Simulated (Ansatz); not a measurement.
# A series in volume scale on Sr₃BiAs

Free energy against uniform scaling of the volume at fixed shape and fractions; periodic cell, basis, potentials, k mesh and filling as listed. The results are calculated, by Ansatz 0.2.0.

The cell before it is scaled or strained (space group Pm-3m, No. 221):
```
CELL_PARAMETERS angstrom
5.88000 0.00000 0.00000
0.00000 5.88000 0.00000
0.00000 0.00000 5.88000
ATOMIC_POSITIONS crystal
Sr 0.00000 0.50000 0.50000
Sr 0.50000 0.00000 0.50000
Sr 0.50000 0.50000 0.00000
Bi 0.00000 0.00000 0.00000
As 0.50000 0.50000 0.50000
```

Settings of every row: functional LDA; dispersion none; potentials PAW; wave cutoff 380 eV; density cutoff 1520 eV; k mesh 4x4x4; k shift 0x0x0; occupations cold; smearing width 0.1 eV; spin none.

Limits: cutoff under the advised one; minimum outside the range; no spin-orbit coupling, which can matter with elements this heavy; the cell comes from a prototype or a list of computed structures and needn't be the stable phase.

```csv
row,volume scale,V (Å³/atom),energy above lowest point (meV/atom)
1,0.94,38.22,0
2,0.96,39.033,?
3,0.98,39.846,13.2
4,1,40.659,24
5,1.02,41.473,37.2
6,1.04,42.286,52.5
7,1.06,43.099,69.7
```

Question: what energy above lowest point should row 2 give?

Worked fit of energy above lowest point. Take u = (V_r/V)^(2/3) − 1 with V_r = 41.066 Å³ an atom, which is twice the finite (Eulerian) strain; such expansions in the strain, on which the Birch-Murnaghan equation of state is built, carry the rest volume and the bulk modulus. The shown rows have u = 0.04905, 0.02031, 0.00666, -0.00655, -0.01933, -0.0317. Least squares give energy above lowest point = 30.32 − 999.7 × u + 7704 × u² + 1580 × u³ meV/atom; a parabola predicts inner rows, each left out in turn, worse (root mean square 0.033 against 0.01 meV/atom). All shown rows lie on it to the printed digit. The withheld row has u = 0.03443, so the fit gives 30.32 − 999.7 × (0.03443) + 7704 × (0.03443)² + 1580 × (0.03443)³ = 5.1 meV/atom.

The calculation gave 5.1 meV/atom. The fit meets it to the printed digit.
